**Re 5d all-electron and pseudo waves: charge balance and soft Bessel expansion**

The table holds u = r R(r) of the 5d shell of Re⁺, all-electron and pseudo, from one ONCVPSP 4.0.1 run (PBE, scalar-relativistic, d radius 2.75 bohr). The program integrates the charge moved between regions, tests a uniform refilling of the outer lobe, and expands both waves in functions r j₂(qr) that share the all-electron logarithmic slope at the d radius. Charge from inside 0.825 bohr supplies about half of the gain beyond 1.33 bohr, and refilling alone has the wrong sign at 0.825 and 1.100 bohr. A three-function wave fixed by value, curvature and norm, with nothing fitted to the pseudo wave, reproduces it to an rms of 0.005 bohr^(−1/2), while five functions leave 0.10 on the all-electron wave. The Bessel form is the generator's own, and the curve says nothing on the s ghost of the potential.

Calculated values. 5d wave u = r R(r) of Re⁺ in the full atom and with an optimised norm-conserving Vanderbilt pseudopotential (ONCVPSP 4.0.1, PBE, scalar-relativistic), signs alike outside the d radius of 2.75 bohr. The core is [Kr] 4d10 4f14 and the reference valence 5s2 5p6 5d5 6s1. The d channel has 4 matching conditions, 8 Bessel functions and a residual-energy wave number of 5.1 /bohr.

## Script

```python
# Table: u = r R(r) of the Re 5d shell, all-electron (AE) and pseudo (PS); ONCVPSP 4.0.1, PBE, scalar-relativistic.
# Tested: charge balance, a pure refilling model, and expansion in soft functions r j2(q r) inside the d radius.
T = {
    'radius': [0.275, 0.55, 0.825, 1.1, 1.375, 1.65, 1.925, 2.2, 2.475, 2.75, 3.025, 3.3, 3.575],  # bohr
    'all_electron_wave': [-0.2224, -0.1399, 0.404, 0.7065, 0.793, 0.7655, 0.6899, 0.5996, 0.5099, 0.4274, 0.3544, 0.2915, 0.2382],  # bohr^(-1/2)
    'pseudo_wave': [0.0221, 0.1513, 0.3937, 0.6494, 0.8037, 0.8161, 0.7287, 0.6125, 0.511, 0.4274, 0.3544, 0.2915, 0.2382],  # bohr^(-1/2)
}
import numpy as np
from scipy.special import spherical_jn as jn
from scipy.optimize import brentq
from scipy.integrate import quad, simpson
from scipy.interpolate import CubicSpline as CS
from scipy.constants import physical_constants as pc
r, ae, ps = (np.array(T[k], float) for k in ("radius", "all_electron_wave", "pseudo_wave"))
rc, qc, norm, lev = 2.75, 5.1, 0.875083, -12.942  # same run: d radius, wave number, norm inside, level (eV)
h = r[1]-r[0]; k = int(np.argmin(abs(r-rc))); n = k+1; d = ps-ae; ia = 2; a = r[ia]
zero = lambda y: [round(float(r[i]-y[i]*h/(y[i+1]-y[i])), 2) for i in range(k-1) if y[i]*y[i+1] < 0]
ex = np.log(ps[1]/ps[0])/np.log(r[1]/r[0])
print("rounding of the table 0.00005 bohr^-1/2; largest |PS-AE| from the d radius on: %.4f" % abs(d[k:]).max())
print("sign changes, linear (bohr): AE", zero(ae), "PS", zero(ps), "PS-AE", zero(d))
print("PS exponent from first two rows %.2f (pure d: 3)" % ex)
sP = CS(np.r_[0, r], np.r_[0, ps]); sA = CS(r[1:], ae[1:]); g = np.linspace(a, rc, 3000)
pA, pP = g[sA(g).argmax()], g[sP(g).argmax()]
print("spline maxima: AE %.3f at %.2f, PS %.3f at %.2f, shift %.2f bohr; d radius / AE maximum %.2f" % (sA(pA), pA, sP(pP), pP, pP-pA, rc/pA))
r0 = np.r_[0, r[:n]]; NP = simpson(np.r_[0, ps[:n]]**2, x=r0); NA = simpson(np.r_[0, ae[:n]]**2, x=r0)
print("norm inside radius, Simpson: PS %.4f, AE %.4f (inner lobes undersampled), reported %.4f, PS gap %.4f" % (NP, NA, norm, NP-norm))
c = brentq(lambda x: sP(x)-sA(x), r[3], r[4]); dq = lambda x: sP(x)**2-sA(x)**2
loss, gain = quad(dq, a, c)[0], quad(dq, c, rc)[0]; net = loss+gain
w = (ps**2-ae**2)[ia:n]*h; w[0] /= 2
print("charge PS-AE per electron, spline: %.3f-%.2f bohr %+.4f; %.2f-%.2f bohr %+.4f; net %+.4f" % (a, c, loss, c, rc, gain, net))
print("same, trapezoid: %+.4f; %+.4f; net %+.4f" % (w[w < 0].sum(), w[w > 0].sum(), w.sum()))
print("share of outer gain coming from inside %.3f bohr: %.0f %% (trapezoid %.0f %%)" % (a, 100*net/gain, 100*w.sum()/w[w > 0].sum()))
QP = quad(lambda x: sP(x)**2, 0, a)[0]; QA = quad(lambda x: sA(x)**2, a, rc)[0]
print("charge inside %.3f bohr: PS %.4f, AE implied by equal norms %.4f" % (a, QP, QP+net))
sc = np.sqrt(1+net/QA)-1
print("refilling model: AE beyond %.3f bohr scaled up by %.2f %%" % (a, 100*sc))
p = np.polyfit(r[k-2:k+3]-rc, ae[k-2:k+3], 4); u0, L, u2 = p[4], p[3]/p[4], 2*p[2]
f = lambda q: q*(jn(2, q*rc)+q*rc*jn(2, q*rc, True))-L*q*rc*jn(2, q*rc)
qq = np.linspace(0.3, 8, 800); q = np.array([brentq(f, x, y) for x, y in zip(qq[:-1], qq[1:]) if f(x)*f(y) < 0][:5])
nr = np.array([quad(lambda x: (x*jn(2, s*x))**2, 0, rc)[0]**0.5 for s in q])
B = lambda x: np.array([x*jn(2, s*x)/m for s, m in zip(q, nr)]).T
print("at radius: u'/u %.3f /bohr, u'' %.3f; q (1/bohr)" % (L, u2), np.round(q, 2), "qc %.1f" % qc)
print("q^2/2 (Ha)", np.round(q**2/2, 1), "qc^2/2 %.1f; run: 5d cutoff for 1 mHa 10.33 Ha" % (qc**2/2))
b = B(np.array([rc]))[0]; M = B(r[:n])
print("softest function alone: maximum at %.2f bohr, norm %.3f when matched in value" % (g[B(g)[:, 0].argmax()], (u0/b[0])**2))
for N in range(1, 6):
    out = []
    for y in (ps[:n], ae[:n]):
        cf = np.linalg.lstsq(M[:, :N], y, rcond=None)[0]; e = M[:, :N]@cf-y
        out += [np.sqrt(np.mean(e**2)), abs(e).max(), cf@cf]
        if N == 4 and len(out) == 3: c4, e4 = cf, e
    print("fit, %d functions, %d rows: PS rms %.4f max %.4f norm %.4f | AE rms %.4f max %.4f" % (N, n, *out[:5]))
print("weights in 4-function PS fit (%):", np.round(100*c4**2/(c4@c4), 2))
A = np.array([b[:3], b[:3]*q[:3]**2]); c0 = np.linalg.lstsq(A, [u0, 6*u0/rc**2-u2], rcond=None)[0]
v = np.cross(A[0], A[1]); v *= np.sign(v[0])/np.linalg.norm(v)
c3 = c0+v*np.sqrt(max(norm-c0@c0, 0)); m3 = M[:, :3]@c3
print("built wave (3 functions; value, curvature, norm; no fit): maximum at %.2f bohr, rms error %.4f" % (g[(B(g)[:, :3]@c3).argmax()], np.sqrt(np.mean((m3-ps[:n])**2))))
print("r | PS-AE | refilling: model-AE | built-AE | built-PS | fit4-PS")
for i in range(n):
    print("%.3f | %+.4f | %s | %+.4f | %+.4f | %+.4f" % (r[i], d[i], "%+.4f" % (sc*ae[i]) if i >= ia else "-", m3[i]-ae[i], m3[i]-ps[i], e4[i]))
o = slice(ia, n); rms = lambda y: np.sqrt(np.mean(y**2))
print("rms from %.3f bohr to radius: PS-AE %.4f, refilling error %.4f, built error %.4f" % (a, rms(d[o]), rms(sc*ae[o]-d[o]), rms(m3[o]-ps[o])))
# same run: 5s and 5p waves (AE, PS) at 0.825, 1.1, 1.375 bohr
oth = {"5s": [(1.1065, 1.0838), (1.0825, 1.0738), (0.7582, 0.758)], "5p": [(0.8642, 0.8942), (1.0584, 1.0503), (0.8903, 0.8903)]}
for s, t in oth.items(): print("largest listed |PS-AE| from 0.825 bohr on, %s: %.4f" % (s, max(abs(y-x) for x, y in t)))
print("same for 5d: %.4f at %.3f bohr" % (abs(d[o]).max(), r[o][abs(d[o]).argmax()]))
Ha = pc["Hartree energy in eV"][0]
print("5d level %.3f Ha; s ghost %.2f Ha; phase scan starts at -4.96 Ha" % (lev/Ha, -223.7845/Ha))  # same run
assert len(zero(ae)) == 1 and (ps > 0).all()
assert d[3] < 0 < d[5] and abs(d[k:]).max() < 1e-4
assert 2.5 < ex < 3 and abs(NP-norm) < 0.005
```

Printed output:

```
rounding of the table 0.00005 bohr^-1/2; largest |PS-AE| from the d radius on: 0.0000
sign changes, linear (bohr): AE [0.62] PS [] PS-AE [0.82, 1.33]
PS exponent from first two rows 2.78 (pure d: 3)
spline maxima: AE 0.794 at 1.41, PS 0.827 at 1.53, shift 0.12 bohr; d radius / AE maximum 1.95
norm inside radius, Simpson: PS 0.8734, AE 0.8636 (inner lobes undersampled), reported 0.8751, PS gap -0.0016
charge PS-AE per electron, spline: 0.825-1.33 bohr -0.0262; 1.33-2.75 bohr +0.0470; net +0.0208
same, trapezoid: -0.0224; +0.0465; net +0.0240
share of outer gain coming from inside 0.825 bohr: 44 % (trapezoid 52 %)
charge inside 0.825 bohr: PS 0.0229, AE implied by equal norms 0.0436
refilling model: AE beyond 0.825 bohr scaled up by 1.24 %
at radius: u'/u -0.664 /bohr, u'' 0.127; q (1/bohr) [1.62 2.8  3.96 5.11 6.26] qc 5.1
q^2/2 (Ha) [ 1.3  3.9  7.8 13.1 19.6] qc^2/2 13.0; run: 5d cutoff for 1 mHa 10.33 Ha
softest function alone: maximum at 2.39 bohr, norm 0.240 when matched in value
fit, 1 functions, 10 rows: PS rms 0.2741 max 0.4497 norm 0.6288 | AE rms 0.2895 max 0.5039
fit, 2 functions, 10 rows: PS rms 0.0615 max 0.0912 norm 0.8700 | AE rms 0.1355 max 0.2434
fit, 3 functions, 10 rows: PS rms 0.0018 max 0.0030 norm 0.8733 | AE rms 0.1217 max 0.2837
fit, 4 functions, 10 rows: PS rms 0.0002 max 0.0004 norm 0.8735 | AE rms 0.1172 max 0.2461
fit, 5 functions, 10 rows: PS rms 0.0001 max 0.0003 norm 0.8735 | AE rms 0.0976 max 0.2109
weights in 4-function PS fit (%): [77.47 21.42  1.11  0.  ]
built wave (3 functions; value, curvature, norm; no fit): maximum at 1.54 bohr, rms error 0.0048
r | PS-AE | refilling: model-AE | built-AE | built-PS | fit4-PS
0.275 | +0.2445 | - | +0.2437 | -0.0008 | +0.0000
0.550 | +0.2912 | - | +0.2863 | -0.0049 | +0.0000
0.825 | -0.0103 | +0.0050 | -0.0193 | -0.0090 | -0.0002
1.100 | -0.0571 | +0.0088 | -0.0639 | -0.0068 | +0.0000
1.375 | +0.0107 | +0.0099 | +0.0114 | +0.0007 | +0.0003
1.650 | +0.0506 | +0.0095 | +0.0563 | +0.0057 | -0.0002
1.925 | +0.0388 | +0.0086 | +0.0444 | +0.0056 | -0.0002
2.200 | +0.0129 | +0.0075 | +0.0160 | +0.0031 | +0.0004
2.475 | +0.0011 | +0.0063 | +0.0019 | +0.0008 | +0.0001
2.750 | +0.0000 | +0.0053 | -0.0000 | -0.0000 | -0.0002
rms from 0.825 bohr to radius: PS-AE 0.0311, refilling error 0.0301, built error 0.0050
largest listed |PS-AE| from 0.825 bohr on, 5s: 0.0227
largest listed |PS-AE| from 0.825 bohr on, 5p: 0.0300
same for 5d: 0.0571 at 1.100 bohr
5d level -0.476 Ha; s ghost -8.22 Ha; phase scan starts at -4.96 Ha
```
